The phase in this table measures how steeply a radial wave rises or falls at a sphere just outside the pseudisation radius. At each energy E the radial equation of one channel (s, p or d) is integrated outward from the nucleus to that radius r, once in the all-electron atom and once in the pseudo-atom. From the radial function R one forms L = rR′/R and the angle φ = arctan L, continued through multiples of π so that it runs smoothly. The error columns give pseudo minus all-electron, with the multiple of π matched at the reference level of the channel. All rows are one scan of one chlorine potential (Wu-Cohen, scalar-relativistic). The atom is spherical and unpolarised, has no spin-orbit coupling, and sits in a fractional configuration 6.05 eV above 3s2 3p5, so the positions of the features belong to that atom.

ONCVPSP 4.0.1, optimised norm-conserving Vanderbilt pseudopotential for Cl (Wu-Cohen functional, scalar-relativistic, [Ne] core, reference configuration 3s1.5 3p5.5). Phases are unwrapped arctan(rR′/R) just outside the radii of 1.1 (s), 1.25 (p) and 1.74 bohr (d); errors are pseudo minus all-electron, with π matched at -0.7705 (s), -0.3251 (p) and 0.42 Ha (d).

```
energy (Ha)  phase s all-electron (rad)  phase s error (rad)  phase p all-electron (rad)  phase p error (rad)  phase d all-electron (rad)  phase d error (rad)
     -1.980                      0.3425               0.0007                      0.6735              -0.0044                      1.1885               0.0000
     -1.620                      0.1309               0.0004                      0.4863              -0.0033                      1.1356               0.0000
     -1.260                     -0.1055               0.0001                      0.2338              -0.0019                      1.0586               0.0000
     -0.900                     -0.3438               0.0000                     -0.0776              -0.0007                      0.9359              -0.0001
     -0.540                     -0.5601               0.0000                     -0.4016              -0.0001                      0.7148              -0.0001
     -0.180                     -0.7413               0.0000                     -0.6808              -0.0001                      0.2692              -0.0001
      0.180                     -0.8869               0.0000                     -0.8935              -0.0002                     -0.4498              -0.0001
      0.540                     -1.0021               0.0000                     -1.0489              -0.0003                     -0.9971               0.0000
      0.900                     -1.0937               0.0000                     -1.1631              -0.0003                     -1.2758               0.0000
      1.260                     -1.1673               0.0000                     -1.2491              -0.0004                     -1.4324               0.0001
      1.620                     -1.2274               0.0000                     -1.3160              -0.0003                     -1.5383               0.0000
      1.980                     -1.2772               0.0000                     -1.3696              -0.0002                     -1.6245               0.0001
      2.340                     -1.3191               0.0000                     -1.4138              -0.0001                     -1.7088               0.0001
      2.700                     -1.3550               0.0000                     -1.4512               0.0000                     -1.8091               0.0001
      3.060                     -1.3861               0.0000                     -1.4835               0.0000                     -1.9576               0.0001
      3.420                     -1.4134               0.0001                     -1.5123               0.0000                     -2.2418               0.0000
      3.780                     -1.4376               0.0000                     -1.5383              -0.0003                     -2.9044               0.0001
      4.140                     -1.4594               0.0001                     -1.5625              -0.0006                     -3.7697               0.0004
      4.500                     -1.4792               0.0001                     -1.5855              -0.0011                     -4.1866               0.0004
      4.860                     -1.4974               0.0002                     -1.6077              -0.0021                     -4.3715               0.0006
```

From -1.98 to about 0 Ha. All three all-electron phases start positive and fall, and they fall in every later row too. More energy means more curvature: the wave bends over sooner and arrives at r with a lower slope. With u = rR, so that L = ru′/u − 1, differentiating the radial equation −u″/2 + Vu = Eu with respect to E and integrating the Wronskian from 0 to r gives

dL/dE = −2r ∫u² dr / u(r)²

dφ/dE = (dL/dE) / (1 + L²)

The first line is negative at any energy (and holds only approximately with scalar relativity). The second shows that the arctangent keeps the slope where L is small and flattens it where |L| is large. The s phase passes zero at -1.42 Ha and falls fastest, 0.66 rad/Ha, around -1.26 Ha, where two neighbouring intervals are almost equally steep; p passes zero at -0.99 Ha and reaches 0.90 rad/Ha between -0.90 and -0.54 Ha. The steepest point lies slightly beyond the zero because |dL/dE| is itself still growing. At the reference levels ru′/u is 0.55 (s) and 0.35 (p): u is still rising, which agrees with the same calculation's finding that only 23 % and 24 % of the valence norm lies inside the radii.

A standing wave in a flat shell captures the shape. The inner wall stands for the outermost core node (s, p) or the centrifugal barrier (d); the shell has width w and floor V0:

u = sin(kw), k² = 2(E − V0), L = rk cot(kw) − 1

Both constants were fitted to all twenty rows of each channel, with r set to the channel radius, which is slightly too small. Near L = 0 the slope is about −2rw/3 for small k and approaches −rw for large k. The fitted rw is 0.84, 1.18 and 2.79 for s, p and d, the same order as the steepest slopes, so a larger test radius means a steeper fall. V0 and w trade against each other (correlation 0.8 to 0.96) and are not properties of chlorine.

The p error is largest in this stretch, -0.0044 rad in the first row, and shrinks to the last printed digit at -0.54 Ha. The method matches L and, through generalised norm conservation, its slope at two projector energies per channel: E1, the reference energy, and E2, one energy step higher. An error whose value and slope vanish at both points has double zeros. Treating it as an effective energy shift gives

error = A (dφ/dE)(E − E1)²(E − E2)²

with one constant A fitted to all rows of a channel. For p (E1 = -0.325, E2 = 2.975 Ha) this gives -0.0046 in the first row and follows the rows up to -0.54 Ha within about 0.0002 rad. The same quartic without dφ/dE gives only -0.0026 there. The zeros are built into the construction, so finding them confirms the reading of the column and tests nothing about norm conservation. The s error behaves alike with opposite sign, 0.0007 and 0.0004 in the first two rows.

From 0 to 1.6 Ha. The d phase makes its first large drop, 2.00 rad/Ha around 0 Ha, against 2 × 2.79/3 = 1.86 from the shell. The row at 0.54 Ha, part of the fit and its worst d row, works out as follows with V0 = -0.088 Ha and w = 1.604 bohr: k = √(2 × 0.628) = 1.121, kw = 1.798, cot(kw) = -0.231, rk = 1.950, L = -1.450, φ = -0.967 rad, against -0.9971 in the table. Typical misfits are 0.008 rad for s, 0.009 for p and 0.02 for d, smooth in energy and far above the rounding of 0.00005 rad. They also exceed every pseudopotential error in the same channel, so the shell explains the phases and says nothing about the error columns. A flat well with the full centrifugal term, R = j2(kr), fails for d with a typical misfit of 1.0 rad. A plausible reading is that the nuclear attraction, deepening inward, offsets much of the barrier over the outer part of the sphere. Between its projector energies the p error swells only to -0.0004 at 1.26 Ha, where the weighted quartic gives -0.00025.

From 1.6 to 3.1 Ha. All phases run fairly flat on their way to or through −π/2, the value at which u(r) is zero and L diverges. Passing −π/2 means that a radial node moves inward through the test radius; by itself this adds no bound level. The slope stays finite there, because dL/dE diverges together with L². The shell leaves w/(rk²), which is 0.24 rad/Ha for d, as in the table between 1.62 and 1.98 Ha, against two thirds of rw up to rw on the steep stretches. The shell puts this at kw = π, for d at -0.088 + π²/(2 × 1.604²) = 1.83 Ha, against 1.76 Ha in the table. The narrower p shell crosses at 4.27 Ha (model 4.14); s does not cross in the scan, and the model's 6.25 Ha is a loose extrapolation. The p error is 0.0000 from 2.70 to 3.42 Ha, around E2. It is never positive, whereas simple zeros would flip its sign on leaving the window.

From 3.1 to 4.5 Ha. The d phase drops from -1.9576 to -4.1866, the most conspicuous feature of the table. It lies in the all-electron column and the pseudo phase follows within 0.0004 rad, so it is neither a ghost nor a product of pseudisation. It is the first fall repeated half a wavelength later: L passes zero again at 3.88 Ha. With k now large the slope should approach rw = 2.79; the table gives 2.40 rad/Ha, an average over 0.36 Ha that understates the peak. The s and p waves, or d at a smaller radius, would take this second step at higher energy.

The last rows. The p error grows to -0.0021 at 4.86 Ha, where the weighted quartic gives only -0.0009 and the plain one -0.0037, so neither describes this side. Dividing by the slope changes the ranking: the first row corresponds to a shift of 10 mHa, the last to about 35 mHa, because a small angle on a shelf hides a large energy. In both the pseudo wave runs ahead, as in a slightly too attractive potential. The d error rises to 0.0004 to 0.0006 just above E2 = 3.82 Ha, a shift of roughly 1 to 2 mHa in the last row (the slope at the end of the scan is poorly fixed), and the quartic misses it altogether; the other seventeen d entries are within one unit of the last digit, too small to interpret. Distance from the window does not explain why p errs most, since the top row lies farther above E2 for s (E2 = 2.23 Ha) than for p, yet the s error there is only 0.0002. One potential cannot isolate the cause.

The largest error is about 0.0014π, so on this grid no level is missing or extra; one narrower than the spacing could slip through, though no positive-energy ghost was flagged. The serious fault lies outside the table. The s ghost at -7.94 Ha is 5.96 Ha below the first row, and matching π at the s reference level removes the offset it would cause, so the small s errors are no evidence against it. A separable non-local potential need not order its states by node count, so a ghost can lie below the valence levels. The s phase and its slope are matched at E1 and E2 by construction, with or without a ghost, and a deep compact state probably has little amplitude at r, so the valence phases can look undisturbed. The atomic tests follow the intended valence states and look good (first ionisation off by 0.51 meV from the all-electron 13.85 eV), but a self-consistent solid calculation fills the lowest states first and would occupy the ghost. Which setting produces it cannot be read from one run. The printed output below gives the fits and residuals row by row.

Output of the analysis:

```
rounding floor 0.00005 rad; row spacing 0.36 Ha
shell s: V0 -2.156 Ha w 0.766 bohr corr 0.96 r*w 0.84; rms 0.0081 worst -0.0191 rad at -1.98 Ha; model -pi/2 at 6.25 Ha
shell p: V0 -1.375 Ha w 0.946 bohr corr 0.91 r*w 1.18; rms 0.0088 worst -0.0193 rad at -1.98 Ha; model -pi/2 at 4.14 Ha
shell d: V0 -0.088 Ha w 1.604 bohr corr 0.81 r*w 2.79; rms 0.0195 worst +0.0298 rad at 0.54 Ha; model -pi/2 at 1.83 Ha
rival j2 well for d: V0 -2.10 Ha rms 1.021 worst 2.649 rad
table s: phase 0 at -1.42 Ha; total fall 0.586 pi
  steepest -0.66 rad/Ha at -1.08 Ha; flattest -0.051 rad/Ha at 4.68 Ha
table p: phase 0 at -0.99 Ha, -pi/2 at 4.27 Ha; total fall 0.726 pi
  steepest -0.90 rad/Ha at -0.72 Ha; flattest -0.062 rad/Ha at 4.68 Ha
table d: phase 0 at -0.05 Ha, -pi/2 at 1.76 Ha, -pi at 3.88 Ha; total fall 1.770 pi
  steepest -2.00 rad/Ha at 0.00 Ha, -2.40 rad/Ha at 3.96 Ha; flattest -0.147 rad/Ha at -1.80 Ha
s at reference level: L -0.453, r u'/u 0.547, dL/dE -0.740 /Ha, implied u(r)^2 0.69 /bohr (norm inside 0.23)
p at reference level: L -0.649, r u'/u 0.351, dL/dE -1.081 /Ha, implied u(r)^2 0.55 /bohr (norm inside 0.24)
err s: E1 -0.770 E2 2.229 Ha; rms err 0.00019 max 0.0007; weighted A -3.53e-05 rms 0.00009 worst -0.0002 at -1.98; plain A 1.15e-06 rms 0.00018 worst -0.0007 at -1.98
  rows with |err|<=0.0001: 17 of 20; shift err/slope first, last row -1.3, -4.1 mHa
err p: E1 -0.325 E2 2.975 Ha; rms err 0.00143 max 0.0044; weighted A 1.59e-04 rms 0.00031 worst +0.0012 at 4.86; plain A -3.84e-05 rms 0.00080 worst +0.0019 at -1.62
  rows with |err|<=0.0001: 6 of 20; shift err/slope first, last row 10.2, 34.5 mHa
err d: E1 0.420 E2 3.820 Ha; rms err 0.00020 max 0.0006; weighted A -3.35e-06 rms 0.00019 worst -0.0006 at 4.86; plain A 2.19e-07 rms 0.00020 worst -0.0006 at 4.86
  rows with |err|<=0.0001: 17 of 20; shift err/slope first, last row -0.0, -1.0 mHa
E/Ha | shell model-table s p d /rad | p err, weighted, plain /1e-4 rad | p slope rad/Ha, shift mHa
-1.98 | -0.019 -0.019 -0.013 |  -44 -46.1 -25.8 | -0.432  10.2
-1.62 | -0.011 -0.016 -0.015 |  -33 -34.3 -13.6 | -0.609   5.4
-1.26 | -0.001 -0.009 -0.019 |  -19 -19.8  -6.0 | -0.795   2.4
-0.90 | +0.006 +0.001 -0.024 |   -7  -7.2  -1.9 | -0.911   0.8
-0.54 | +0.010 +0.009 -0.029 |   -1  -0.8  -0.2 | -0.858   0.1
-0.18 | +0.011 +0.012 -0.024 |   -1  -0.2  -0.1 | -0.684   0.1
 0.18 | +0.009 +0.011 +0.013 |   -2  -1.6  -0.8 | -0.504   0.4
 0.54 | +0.007 +0.008 +0.030 |   -3  -2.6  -1.7 | -0.367   0.8
 0.90 | +0.005 +0.006 +0.027 |   -3  -2.8  -2.5 | -0.273   1.1
 1.26 | +0.002 +0.003 +0.023 |   -4  -2.5  -2.8 | -0.209   1.9
 1.62 | +0.001 +0.001 +0.020 |   -3  -1.8  -2.7 | -0.165   1.8
 1.98 | -0.001 -0.001 +0.018 |   -2  -1.1  -2.0 | -0.134   1.5
 2.34 | -0.003 -0.002 +0.017 |   -1  -0.5  -1.1 | -0.112   0.9
 2.70 | -0.004 -0.003 +0.017 |    0  -0.1  -0.3 | -0.096  -0.0
 3.06 | -0.005 -0.005 +0.018 |    0  -0.0  -0.0 | -0.084  -0.0
 3.42 | -0.007 -0.006 +0.018 |    0  -0.3  -1.1 | -0.076  -0.0
 3.78 | -0.008 -0.007 +0.000 |   -3  -1.2  -4.2 | -0.069   4.3
 4.14 | -0.009 -0.008 -0.019 |   -6  -2.8 -10.4 | -0.065   9.2
 4.50 | -0.009 -0.010 -0.013 |  -11  -5.4 -20.8 | -0.063  17.6
 4.86 | -0.010 -0.011 -0.008 |  -21  -9.2 -36.7 | -0.061  34.5
ghost -7.94 Ha: 5.96 Ha below lowest row, 7.17 Ha below s reference; largest |err|/pi 0.0014
```
